## The sidewall as a plane mirror

Take a two-dimensional trench in silicon under a vertical, parallel beam of Cl$^+$ with flux $\Gamma_0$ per horizontal area. One wall is a plane of height $L$, tilted by $\alpha$ from the vertical so that the trench narrows downward; an 85° sidewall has $\alpha=5°$. A fraction $r$ of the ions striking the wall leaves specularly, in straight lines. Charging and second reflections are ignored.

Put the wall foot at the origin, $x$ along the floor into the trench, $z$ upward. The wall is $x=-z\tan\alpha$ with normal $\mathbf n=(\cos\alpha,\sin\alpha)$. The incoming direction $\mathbf d=(0,-1)$ becomes

$$\mathbf d-2(\mathbf d\cdot\mathbf n)\mathbf n=(\sin2\alpha,\,-\cos2\alpha),$$

a deflection of $2\alpha$.

## Extra flux on a flat floor

An ion hitting at height $z$ lands at $x=z(\tan2\alpha-\tan\alpha)$, so the lit strip starts at the foot and has width

$$s=L(\tan2\alpha-\tan\alpha)=\frac{L\tan\alpha}{\cos2\alpha}.$$

A wall slice $dz$ intercepts $\Gamma_0\tan\alpha\,dz$ and spreads the fraction $r$ over $dx$:

$$\frac{\Delta\Gamma}{\Gamma_0}=\frac{r\tan\alpha}{\tan2\alpha-\tan\alpha}=r\cos2\alpha .$$

This is the general property of a plane mirror. It preserves the cross-section of a parallel beam, so any surface receives $r\Gamma_0$ times the cosine of its incidence angle. As $\alpha\to0$ the added flux tends to $r\Gamma_0$ while the strip shrinks as $L\alpha$: a steeper wall narrows the microtrench without weakening the local flux.

Assumed inputs: $L=1000$ nm, $r=0.9$.

| Quantity | Exact | Small-angle |
|---|---|---|
| Strip width $s$ (nm) | 88.8 | 87.3 |
| $\Delta\Gamma/\Gamma_0$ | 0.886 | 0.9 |

The strips of two facing walls stay separate if the floor is wider than $2s=178$ nm.

## Energy after one collision

Let an ion of mass $M_1$ scatter elastically by the laboratory angle $\theta$ from a free atom of mass $M_2$ at rest, with $A=M_2/M_1$, and let $u$ be its final over initial speed. Momentum and energy conservation give $u^2+(1+u^2-2u\cos\theta)/A=1$. The glancing branch, $u\to1$ as $\theta\to0$, retains the energy fraction

$$K=u^2=\left[\frac{\cos\theta+\sqrt{A^2-\sin^2\theta}}{1+A}\right]^2\approx1-\frac{M_1}{M_2}\theta^2 .$$

With typical masses of 35.45 u (Cl) and 28.09 u (Si), $A=0.792$, and one collision cannot deflect by more than $\arcsin A=52.4°$. For $\theta=2\alpha=0.1745$ rad the fractional loss is 3.81 % exactly and 3.84 % from $(M_1/M_2)(2\alpha)^2$. A chlorinated wall also offers Cl targets, for which $A=1$ and the loss is $\sin^2\theta=3.02$ %. If $n$ equal in-plane collisions share the deflection, the small-angle loss falls by the factor $n$; zigzag paths on a rough wall raise it.

Assume an ion-limited yield $Y\propto\sqrt E-\sqrt{E_{th}}$, independent of angle, with assumed $E=100$ eV ($1.6\times10^{-17}$ J) and $E_{th}=16$ eV. Reflected particles then have the relative yield 0.968, the effective reflectance is $\rho=0.9\times0.968=0.87$, and the extra etch rate on a flat floor is $\eta=\rho\cos2\alpha=0.86$.

## The wedge that grows

Now let the floor move while the wall stays plane. Measure $X$ horizontally from the top corner, let $D(X,L)$ be the local depth, and use the depth $L$ of the unlit floor as the clock. Per horizontal length, the reflected beam delivers $\cos2\alpha-\partial_XD\,\sin2\alpha$ times its density, so

$$\partial_LD=1+\rho\,(\cos2\alpha-\partial_XD\,\sin2\alpha).$$

The ray from the top corner bounds the lit region, giving $D=L$ at $X=L\tan2\alpha$. The solution is linear:

$$D=\frac{1}{1-\eta}\left(L-\frac{\eta X}{\tan2\alpha}\right).$$

For $\rho<1$ the foot advances faster than the characteristics, whose speed is $dX/dL=\rho\sin2\alpha$, so no further boundary condition is needed. Setting $X=D\tan\alpha$ gives the foot depth

$$D_{\rm foot}=\frac{L}{1-\eta/(2\cos^2\alpha)} .$$

A uniform extra flux thus cuts a wedge that is deepest at the wall, because points near the foot have been lit longest. The model gives $D_{\rm foot}=1.76\,L$. This is too deep: microtrenches in chlorine etching of silicon typically reach some 10–20 % below the floor, several times less than the model's 76 %. The wedge's inner face would stand at 88° to the horizontal, where it would reflect ions rather than etch with an angle-independent yield. Angular spread matters too. An assumed spread $\delta=2°$ in exit direction blurs the landing point from the wall top by about $L\delta=35$ nm, not small against $s$. Use the width and wedge shape as a guide, and calibrate $\eta$ on a cross-section.

## Bow depth from a mask facet

An eroded mask corner has its own tilt $\beta$ from the vertical and deflects ions by $2\beta$. If $w$ is the horizontal distance from the hit point to the plane of the opposite wall, the impact lies a depth $d$ below the hit point:

$$d=\frac{w}{\tan2\beta}\ \ \text{(vertical wall)},\qquad d=\frac{w}{\tan2\beta+\tan\alpha}\ \ \text{(tapered wall)}.$$

The mirror rule gives the flux there as $r\Gamma_0\sin(2\beta+\alpha)$, against $\Gamma_0\sin\alpha$ from the direct beam. On a vertical wall a facet of height $h_f$ lights a band of height $h_f/(2\cos^2\beta)$, where the bow forms.

With assumed $\beta=15°$ and $w=400$ nm, the model gives $d=693$ nm for a vertical wall and 602 nm for the 85° wall, with fluxes $0.574\,r\Gamma_0$ reflected and $0.087\,\Gamma_0$ direct on the latter. To locate the bow in the silicon, subtract the height of the hit point above the silicon surface. The single-collision loss at 30° depends on the mask atom; for a Si target it is 32 % exactly and 35 % in the small-angle form. Reflection at a facet is less glancing than at the wall, so $r$ is lower and the exit directions are broader. The scaling survives: at fixed facet angle the bow depth is proportional to the opening, and a flatter facet moves the bow upward.